Q: We use CH₂F₂ as an etch gas and want its ionisation energy. I would run PBE0 and read off the HOMO. Is that good enough?

A: That depends on which energy you want and how the error enters your result. The vertical ionisation energy compares cation and neutral at the neutral's structure, as in a sudden removal of the electron. The adiabatic one lets each species take its own structure, and the third energy compares both at the cation's structure. The HOMO energy belongs to the neutral alone and involves no calculation on the cation.

Gas-phase ionisation of CH₂F₂ (neutral singlet parent, cation doublet product), calculated with PySCF 2.14.0 at the levels listed, without relativistic effects. Ionisation energies are differences of total energies at PBE0-D3(BJ)/def2-SVP structures, and the MP2 and CCSD(T) rows give the Hartree–Fock HOMO energy.

```tsv
level	integration grid level	vertical ionisation energy (eV)	adiabatic without zero point (eV)	vertical at product structure (eV)	parent homo energy (eV)
PBE0-D3(BJ)/ma-def2-TZVP	2	12.860	12.410	11.500	-9.860
wB97X-D3(BJ)/ma-def2-TZVP	2	13.090	12.670	11.690	-12.490
BHandHLYP/6-31G(d)	3	13.090	12.600	11.640	-11.250
MP2/ma-def2-TZVP	2	13.170	12.740	11.750	-14.420
CCSD(T)/ma-def2-TZVP	2	13.250	12.760	11.790	-14.420
HF/ma-def2-TZVP	2	13.360	12.330	11.370	-14.420
```

Q: Which row should I trust?

A: I take CCSD(T) as the yardstick, because it has the fullest treatment of electron correlation here. It isn't nature: correlated energies converge slowly with the basis, so I wouldn't claim agreement with experiment to better than about 0.1 eV without a larger one. Against it, PBE0 is 0.35 eV too low for the adiabatic energy, wB97X 0.09 eV and MP2 only 0.02 eV. With one molecule, I wouldn't read MP2's last few hundredths as merit.

Q: Why is PBE0 too low?

A: The likely cause is self-interaction error. In an approximate functional an electron partly repels itself, and one consequence is that a hole spread over several atoms comes out too stable. Here the hole is spread over hydrogen, carbon and both fluorines, so the cation is favoured. More exact exchange reduces the error, and wB97X and BHandHLYP do lie closer to CCSD(T). That fits the argument without proving it, since these functionals differ in other ways too and BHandHLYP was run in a smaller basis.

Q: Does that error spoil everything I compute with PBE0?

A: Mostly not, between the two structures compared here. PBE0 puts the cation too low against the neutral by 0.39 eV at the neutral's structure and by 0.29 eV at the cation's. Most of that shift is common to both, and the common part cancels when you compare two structures of the same species. Don't count on that for a cation whose bond is stretched towards breaking, where self-interaction error can grow. The cation relaxation, vertical minus adiabatic energy, is 0.45 eV with PBE0 and 0.49 eV with CCSD(T). All rows share the same PBE0 structures, so this tests the energies and not the structures.

You can use this to predict a vertical energy from an adiabatic one:

vertical ≈ adiabatic + common cation relaxation

The mean relaxation of the three density-functional rows is 0.45 eV. For CCSD(T), which had no part in that mean, the estimate is 12.76 + 0.45 = 13.21 eV, against 13.25 eV computed. MP2 is matched about as well, and the output below the text gives every row.

Q: And Hartree–Fock? Its vertical energy is closer to CCSD(T) than PBE0's.

A: That closeness is misleading. Hartree–Fock leaves out correlation, and the neutral, with one electron more, usually loses more by this than the cation. Ionisation should therefore look too easy, and the adiabatic energy is indeed 0.43 eV too low. Yet the vertical energy is 0.11 eV too high.

The rigid-shift estimate shows how far it is out of line: 12.33 + 0.45 = 12.78 eV, against 13.36 eV computed. The neutral's own relaxation is normal in this row, so the oddity lies in the cation, and most likely at the neutral's structure, where the error has the unexpected sign. My guess is that the calculation settled on a solution that isn't the lowest, though correlation might also change unusually strongly with structure. A stability test and restarts from other starting orbitals would help to decide.

Q: Does this affect CCSD(T), which starts from Hartree–Fock orbitals?

A: It may. MP2 and CCSD(T) probably started from the same doubtful solution, because all three runs report the same spin contamination for the cation at the neutral's structure. Their relaxation energies look normal all the same. Until the solution is checked, I would lean on the adiabatic CCSD(T) value more than on the vertical one.

Q: Back to my HOMO. How bad is the shortcut?

A: Much worse than the choice of functional. Across the table the HOMO energies spread over 4.6 eV, the vertical energies over only 0.5 eV. With PBE0 the HOMO suggests 9.86 eV, which is 3.0 eV below the vertical energy from the same functional.

Self-repulsion pushes the occupied orbital up, and exact exchange removes it in proportion to its share. PBE0 has a quarter, BHandHLYP half and Hartree–Fock all of it, and the HOMO deepens in that order. A straight line through the first two gives a depth of 14.03 eV at full exact exchange, against 14.42 eV computed for Hartree–Fock. BHandHLYP's smaller basis blurs the size of the steps, but for another hybrid with a fixed share of exact exchange you can guess the direction: more exact exchange, deeper HOMO.

Deeper isn't the same as right, however. The Hartree–Fock HOMO, repeated in the MP2 and CCSD(T) rows, overshoots the CCSD(T) vertical energy by 1.17 eV. Koopmans' estimate freezes the orbitals, whereas in the real cation the remaining electrons rearrange and lower its energy. A difference of two total energies includes that response.

Q: What accuracy does a plasma model need?

A: For ionisation by hot electrons, a rough measure is the factor exp(−I/Tₑ), where I is the ionisation energy and Tₑ the electron temperature in energy units. If I assume Tₑ = 3 eV, an error of 0.35 eV changes the factor by exp(0.35/3) ≈ 1.12, or 12%. PBE0 total energies would do for that purpose, while its HOMO in place of the CCSD(T) vertical energy would give a factor of about 3. This concerns the threshold for the intact ion only, not fragmentation.

A charge-transfer equilibrium at room temperature is far less forgiving. There the same 0.35 eV, if the partner's error doesn't offset it, shifts the equilibrium constant by about six powers of ten.

Q: And if I compare with a measured adiabatic threshold?

A: Then include the zero-point energy, which the tabulated adiabatic energies leave out. In these calculations it lowers the adiabatic energy by 0.16 eV, taking CCSD(T) from 12.76 to 12.60 eV. That correction is larger than the adiabatic gap between wB97X and CCSD(T), so a better electronic method alone won't give you the threshold.

Q: What does the better method cost?

A: By formal scaling, doubling the size of the molecule multiplies the work by about 16 for Hartree–Fock or a hybrid functional, 32 for MP2 and 128 for CCSD(T). CH₂F₂ is small enough for CCSD(T), so use it for the adiabatic energy, on PBE0 structures and with PBE0 zero-point energies. If you must screen many larger etch gases, wB97X total energies are a sensible first choice, but check a few of them against CCSD(T), because one molecule can't establish an error for a whole family.

Numerical output:

```
Level less CCSD(T) in eV:
                        row  vertical  adiabatic  at cation structure  HOMO depth less own vertical energy
   PBE0-D3(BJ)/ma-def2-TZVP     -0.39      -0.35                -0.29                                   -3
  wB97X-D3(BJ)/ma-def2-TZVP     -0.16      -0.09                 -0.1                                 -0.6
         BHandHLYP/6-31G(d)     -0.16      -0.16                -0.15                                -1.84
           MP2/ma-def2-TZVP     -0.08      -0.02                -0.04                                 1.25
       CCSD(T)/ma-def2-TZVP         0          0                    0                                 1.17
            HF/ma-def2-TZVP      0.11      -0.43                -0.42                                 1.06
Relaxation and rigid-shift model in eV:
                        row  cation relaxation  neutral relaxation  reorganisation  modelled vertical  model less computed
   PBE0-D3(BJ)/ma-def2-TZVP               0.45                0.91            1.36              12.86             0.003333
  wB97X-D3(BJ)/ma-def2-TZVP               0.42                0.98             1.4              13.12              0.03333
         BHandHLYP/6-31G(d)               0.49                0.96            1.45              13.05             -0.03667
           MP2/ma-def2-TZVP               0.43                0.99            1.42              13.19              0.02333
       CCSD(T)/ma-def2-TZVP               0.49                0.97            1.46              13.21             -0.03667
            HF/ma-def2-TZVP               1.03                0.96            1.99              12.78              -0.5767
Common cation relaxation, mean of three DFT rows (eV): 0.4533
HF modelled vertical less CCSD(T) computed vertical (eV): -0.4667
Spread of HOMO depth over all rows (eV): 4.56
Spread of vertical ionisation energy over all rows (eV): 0.5
HOMO depth at full exact exchange from the line through PBE0 and BHandHLYP (eV): 14.03
That line less the computed HF HOMO depth (eV): -0.39
Zero-point shift of the adiabatic energy (eV): -0.1625
CCSD(T) adiabatic energy with zero-point shift (eV): 12.6
PBE0 adiabatic shortfall (kJ/mol): 33.77
Factor exp(shortfall/Te) for that shortfall at assumed Te of 3 eV: 1.124
Same factor if PBE0 HOMO depth replaces the CCSD(T) vertical energy: 3.096
Powers of ten in a 298.15 K equilibrium constant for the PBE0 shortfall: 5.916
Formal cost factor on doubling the molecule, HF or hybrid DFT (fourth power): 16
Formal cost factor on doubling the molecule, MP2 (fifth power): 32
Formal cost factor on doubling the molecule, CCSD(T) (seventh power): 128
```
